**First ionisation energies of Cs to Lu: the size of each step between levels of theory**

The table holds ΔSCF ionisation energies from configuration-averaged non-relativistic and Dirac-Coulomb Hartree-Fock at the radial basis limit, first-order Breit, QED and recoil terms, and NIST values. The program fits nothing: it works out errors, steps between elements and ratios, and applies one parameter-free estimate, the 4f–6s exchange lowering K·S of the high-spin ion with K = G³/7 from the Er⁺ run. Dirac values lie 0.42 to 1.10 eV below NIST in all rows, while Breit plus QED stays under 0.025 eV. Dirac gives the NIST sign for 15 of 16 neighbour steps against 12 without relativity, and the closeness of non-relativistic Lu is a cancellation. The exchange estimate halves the spread of errors in the eleven 4fⁿ6s² rows, from 0.18 to 0.09 eV, and closes about half of the gap in the steps around Eu.

B-spline radial code 1 gives ionisation energies (IE) of spherical atoms Cs to Lu at the basis limit, as differences of self-consistent energies, from configuration-averaged Hartree-Fock: non-relativistic with a point nucleus and Dirac-Coulomb with a Fermi nucleus. The IE columns leave out Breit, QED and (non-relativistic) recoil terms. NIST values run between ground levels.

## Program and output

```python
# Table: first ionisation energies (eV) of Cs to Lu, B-spline radial code, Delta-SCF, configuration-averaged
# non-relativistic and Dirac-Coulomb Hartree-Fock, first-order Breit/QED/recoil, beside NIST values.
# Tested: size of each step between levels, and a parameter-free 4f-6s exchange estimate K*S, K = G3/7.
T = {
    'ion': ['Cs', 'Ba', 'La', 'Ce', 'Pr', 'Nd', 'Pm', 'Sm', 'Eu', 'Gd', 'Tb', 'Dy', 'Ho', 'Er', 'Tm', 'Yb', 'Lu'],
    'Z': [55, 56, 57, 58, 59, 60, 61, 62, 63, 64, 65, 66, 67, 68, 69, 70, 71],
    'configuration': ['[Xe] 6s1', '[Xe] 6s2', '[Xe] 5d1 6s2', '[Xe] 4f1 5d1 6s2', '[Xe] 4f3 6s2', '[Xe] 4f4 6s2', '[Xe] 4f5 6s2', '[Xe] 4f6 6s2', '[Xe] 4f7 6s2', '[Xe] 4f7 5d1 6s2', '[Xe] 4f9 6s2', '[Xe] 4f10 6s2', '[Xe] 4f11 6s2', '[Xe] 4f12 6s2', '[Xe] 4f13 6s2', '[Xe] 4f14 6s2', '[Xe] 4f14 5d1 6s2'],
    'ion_cfg': ['[Kr] 4d10 5s2 5p6', '[Xe] 6s1', '[Xe] 5d2', '[Xe] 4f1 5d2', '[Xe] 4f3 6s1', '[Xe] 4f4 6s1', '[Xe] 4f5 6s1', '[Xe] 4f6 6s1', '[Xe] 4f7 6s1', '[Xe] 4f7 5d1 6s1', '[Xe] 4f9 6s1', '[Xe] 4f10 6s1', '[Xe] 4f11 6s1', '[Xe] 4f12 6s1', '[Xe] 4f13 6s1', '[Xe] 4f14 6s1', '[Xe] 4f14 6s2'],
    'ie_nr': [3.35596, 4.13449, 3.88273, 4.00739, 4.30685, 4.35667, 4.40448, 4.45071, 4.49561, 4.83594, 4.58221, 4.62417, 4.66535, 4.70583, 4.74567, 4.78493, 5.63314],  # eV
    'ie_dirac': [3.47727, 4.28059, 4.93403, 5.10629, 4.5042, 4.56705, 4.62802, 4.6877, 4.74651, 5.20418, 4.86247, 4.91995, 4.97732, 5.03466, 5.0921, 5.14969, 4.336],  # eV
    'rel': [0.1213, 0.1461, 1.051, 1.099, 0.1974, 0.2104, 0.2235, 0.237, 0.2509, 0.3682, 0.2803, 0.2958, 0.312, 0.3288, 0.3464, 0.3648, -1.297],  # eV
    'breit': [-0.000461, -0.000778, -0.0121, -0.0119, -0.00186, -0.00197, -0.00208, -0.00217, -0.00228, -0.00307, -0.0025, -0.00259, -0.0027, -0.00284, -0.00295, -0.00306, 0.00973],  # eV
    'qed': [-0.00206, -0.00236, -0.0119, -0.0124, -0.00289, -0.00302, -0.00315, -0.00329, -0.00344, -0.00488, -0.00373, -0.00389, -0.00405, -0.00422, -0.00441, -0.00458, 0.0105],  # eV
    'recoil': [0.0, 0.0, 0.0, 0.0, 0.0, 0.0, 0.0, 0.0, 0.0, 0.0, 0.0, 0.0, 0.0, 0.0, 0.0, 0.0, 0.0],  # eV
    'tab': [3.8939057, 5.2116646, 5.5769, 5.5386, 5.4702, 5.525, 5.58187, 5.643722, 5.670385, 6.1498, 5.8638, 5.939061, 6.0215, 6.1077, 6.184402, 6.25416, 5.425871],  # eV
    'tab_kind': ['measured', 'measured', 'measured', 'measured', 'semi-empirical', 'measured', 'measured', 'measured', 'measured', 'measured', 'measured', 'measured', 'measured', 'measured', 'measured', 'measured', 'measured'],
    'unc': [1.7e-10, 1.2e-06, 0.0006, 0.0004, 0.0004, 0.0006, 4e-05, 2.1e-05, 5e-06, 4e-05, 0.0006, 6e-06, 0.0006, 0.001, 9e-06, 1.2e-05, 1.2e-05],  # eV
}
import numpy as np
from scipy.constants import alpha, physical_constants as pc
ion = list(T["ion"]); Z = np.arange(55, 72); ix = {s: i for i, s in enumerate(ion)}
nr, di, rel, br, qe, rc, tab, unc = [np.array(T[k], float) for k in
    ("ie_nr", "ie_dirac", "rel", "breit", "qed", "recoil", "tab", "unc")]
Ha = pc["Hartree energy in eV"][0]
nf = dict(Pr=3, Nd=4, Pm=5, Sm=6, Eu=7, Tb=9, Dy=10, Ho=11, Er=12, Tm=13, Yb=14)  # 4f^n 6s2 rows
# further outputs of the same runs: G3(4f5/2,6s) and G3(4f7/2,6s) of Er+, eV
G3 = (6 * 0.2370483 + 8 * 0.2456514) / 14; K = G3 / 7
KS = {s: K * min(n, 14 - n) / 2 for s, n in nf.items()}
en, ed, bq = nr - tab, di - tab, br + qe + rc
proc = {s: "6s" for s in ion}; proc.update(La="6s,6s>5d", Ce="6s,6s>5d", Lu="5d", Gd="6s (5d1)")
print("Errors = computed - NIST, eV; computed IE rounded to 0.00001 eV; x = rel/(IE non-rel*(Z alpha)^2)")
print("atom lost      non-rel  Dirac  Dirac%  +Breit,QED  B+Q meV  QED/rel    x     K*S  Dirac-K*S")
for i, s in enumerate(ion):
    t = f"{KS[s]:6.3f} {ed[i]-KS[s]:7.3f}" if s in KS else "     -       -"
    print(f"{s:3s} {proc[s]:9s} {en[i]:7.3f} {ed[i]:7.3f} {100*ed[i]/tab[i]:6.1f} {ed[i]+bq[i]:9.3f} "
          f"{1e3*bq[i]:9.1f} {qe[i]/rel[i]:8.4f} {rel[i]/nr[i]/(Z[i]*alpha)**2:6.3f} {t}")
for name, e in (("non-rel", en), ("Dirac", ed), ("Dirac+Breit+QED", ed + bq)):
    a = abs(e)
    print(f"{name}: mean |error| {a.mean():.3f} eV, worst {ion[a.argmax()]} {a.max():.3f}, best {ion[a.argmin()]} "
          f"{a.min():.3f}; rows within 0.1/0.5/1 eV: {(a<0.1).sum()}/{(a<0.5).sum()}/{(a<1).sum()} of 17")
f = [ix[s] for s in nf]; p = [i for i, s in enumerate(ion) if s not in ("La", "Ce", "Lu")]
ks = np.array([KS[s] for s in nf])
print(f"plain 6s loss: relativity closes {100*min(-rel[p]/en[p]):.0f} to {100*max(-rel[p]/en[p]):.0f} % of the non-rel gap")
print(f"4f^n 6s2 rows, spread of error: non-rel {np.ptp(en[f]):.3f}, Dirac {np.ptp(ed[f]):.3f}, "
      f"Dirac-K*S {np.ptp(ed[f]-ks):.3f} eV")
print(f"G3 of Er+ {G3:.3f} eV, K {K:.4f} eV, largest K*S (Eu) {ks.max():.3f} eV = {100*ks.max()/-ed[ix['Eu']]:.0f} % of its error")
print("step, eV:  non-rel   Dirac    NIST   Dirac-K*S")
for a, b in (("Ba","La"),("La","Ce"),("Ce","Pr"),("Sm","Eu"),("Eu","Gd"),("Eu","Tb"),("Yb","Lu"),("Pr","Yb")):
    i, j = ix[a], ix[b]
    t = f"{di[j]-di[i]-KS[b]+KS[a]:8.3f}" if a in KS and b in KS else "       -"
    print(f"{a} to {b}: {nr[j]-nr[i]:8.3f} {di[j]-di[i]:8.3f} {tab[j]-tab[i]:8.3f} {t}")
sg = lambda v: int((np.sign(np.diff(v)) == np.sign(np.diff(tab))).sum())
print(f"neighbour steps with the NIST sign: non-rel {sg(nr)}, Dirac {sg(di)} of 16")
i, j = ix["Pr"], ix["Yb"]
print(f"Pr to Yb rise: non-rel is {100*(nr[j]-nr[i])/(di[j]-di[i]):.0f} % of Dirac, Dirac {100*(di[j]-di[i])/(tab[j]-tab[i]):.0f} % "
      f"of NIST; log slope of rel in Z {np.log(rel[j]/rel[i])/np.log(Z[j]/Z[i]):.2f}")
r = abs(bq / ed); u = abs(bq) / unc
print(f"|Breit+QED|: {100*r.min():.2f} to {100*r.max():.1f} % of Dirac error; at least {u.min():.0f} x NIST "
      f"uncertainty ({ion[u.argmin()]}); widens gap in {(abs(ed+bq)>abs(ed)).sum()} rows; largest |recoil| {abs(rc).max():.0f}")
print(f"no multiplet averaging: Dirac error Ba/Cs {ed[ix['Ba']]/ed[ix['Cs']]:.2f}, Yb/Ba {ed[ix['Yb']]/ed[ix['Ba']]:.2f}")
# further outputs of the same runs: second ionisation with Breit, QED, recoil vs semi-empirical table value;
# Ba total energies (hartree), Dirac and non-relativistic
print(f"second IE error: Er+ {11.01669-11.916:.3f} eV ({100*(11.01669/11.916-1):.1f} %), Ce+ {10.95595-10.956:.5f} eV (table +-0.02)")
dE = (-7883.544 + 8135.65) * Ha
print(f"Ba: relativity lowers total energy by {dE:.0f} eV, {dE/rel[ix['Ba']]:.0f} x its effect on the IE")
nl = {0: 6, 1: 4, 2: 2, 3: 1}  # occupied nl shells per l for 4f^n 6s2
nj = sum(v * (1 if l == 0 else 2) for l, v in nl.items())
print(f"radial functions, 4f^n 6s2 atom: non-rel {sum(nl.values())}, Dirac {nj} subshells x 2 = {2*nj}")
print("not measured:", ", ".join(s for s, k in zip(ion, T["tab_kind"]) if k != "measured"))
assert (ed < 0).all()
assert rel[ix["Lu"]] < 0 and (np.delete(rel, ix["Lu"]) > 0).all()
assert r.max() < 0.1
assert di[ix["Lu"]] < di[ix["Yb"]] and nr[ix["Lu"]] > nr[ix["Yb"]] and tab[ix["Lu"]] < tab[ix["Yb"]]
```

Running it gives:

```
Errors = computed - NIST, eV; computed IE rounded to 0.00001 eV; x = rel/(IE non-rel*(Z alpha)^2)
atom lost      non-rel  Dirac  Dirac%  +Breit,QED  B+Q meV  QED/rel    x     K*S  Dirac-K*S
Cs  6s         -0.538  -0.417  -10.7    -0.419      -2.5  -0.0170  0.224      -       -
Ba  6s         -1.077  -0.931  -17.9    -0.934      -3.1  -0.0162  0.212      -       -
La  6s,6s>5d   -1.694  -0.643  -11.5    -0.667     -24.0  -0.0113  1.565      -       -
Ce  6s,6s>5d   -1.531  -0.432   -7.8    -0.457     -24.3  -0.0113  1.531      -       -
Pr  6s         -1.163  -0.966  -17.7    -0.971      -4.8  -0.0146  0.247  0.052  -1.018
Nd  6s         -1.168  -0.958  -17.3    -0.963      -5.0  -0.0144  0.252  0.069  -1.027
Pm  6s         -1.177  -0.954  -17.1    -0.959      -5.2  -0.0141  0.256  0.086  -1.040
Sm  6s         -1.193  -0.956  -16.9    -0.961      -5.5  -0.0139  0.260  0.104  -1.060
Eu  6s         -1.175  -0.924  -16.3    -0.930      -5.7  -0.0137  0.264  0.121  -1.045
Gd  6s (5d1)   -1.314  -0.946  -15.4    -0.954      -7.9  -0.0133  0.349      -       -
Tb  6s         -1.282  -1.001  -17.1    -1.008      -6.2  -0.0133  0.272  0.086  -1.088
Dy  6s         -1.315  -1.019  -17.2    -1.026      -6.5  -0.0132  0.276  0.069  -1.088
Ho  6s         -1.356  -1.044  -17.3    -1.051      -6.8  -0.0130  0.280  0.052  -1.096
Er  6s         -1.402  -1.073  -17.6    -1.080      -7.1  -0.0128  0.284  0.035  -1.108
Tm  6s         -1.439  -1.092  -17.7    -1.100      -7.4  -0.0127  0.288  0.017  -1.110
Yb  6s         -1.469  -1.104  -17.7    -1.112      -7.6  -0.0126  0.292  0.000  -1.104
Lu  5d          0.207  -1.090  -20.1    -1.070      20.2  -0.0081 -0.858      -       -
non-rel: mean |error| 1.206 eV, worst La 1.694, best Lu 0.207; rows within 0.1/0.5/1 eV: 0/1/2 of 17
Dirac: mean |error| 0.915 eV, worst Yb 1.104, best Cs 0.417; rows within 0.1/0.5/1 eV: 0/2/10 of 17
Dirac+Breit+QED: mean |error| 0.921 eV, worst Yb 1.112, best Cs 0.419; rows within 0.1/0.5/1 eV: 0/2/10 of 17
plain 6s loss: relativity closes 14 to 28 % of the non-rel gap
4f^n 6s2 rows, spread of error: non-rel 0.306, Dirac 0.181, Dirac-K*S 0.092 eV
G3 of Er+ 0.242 eV, K 0.0346 eV, largest K*S (Eu) 0.121 eV = 13 % of its error
step, eV:  non-rel   Dirac    NIST   Dirac-K*S
Ba to La:   -0.252    0.653    0.365        -
La to Ce:    0.125    0.172   -0.038        -
Ce to Pr:    0.299   -0.602   -0.068        -
Sm to Eu:    0.045    0.059    0.027    0.042
Eu to Gd:    0.340    0.458    0.479        -
Eu to Tb:    0.087    0.116    0.193    0.151
Yb to Lu:    0.848   -0.814   -0.828        -
Pr to Yb:    0.478    0.645    0.784    0.697
neighbour steps with the NIST sign: non-rel 12, Dirac 15 of 16
Pr to Yb rise: non-rel is 74 % of Dirac, Dirac 82 % of NIST; log slope of rel in Z 3.59
|Breit+QED|: 0.34 to 5.6 % of Dirac error; at least 7 x NIST uncertainty (Er); widens gap in 16 rows; largest |recoil| 0
no multiplet averaging: Dirac error Ba/Cs 2.23, Yb/Ba 1.19
second IE error: Er+ -0.899 eV (-7.5 %), Ce+ -0.00005 eV (table +-0.02)
Ba: relativity lowers total energy by 6860 eV, 46955 x its effect on the IE
radial functions, 4f^n 6s2 atom: non-rel 13, Dirac 20 subshells x 2 = 40
not measured: Pr
```
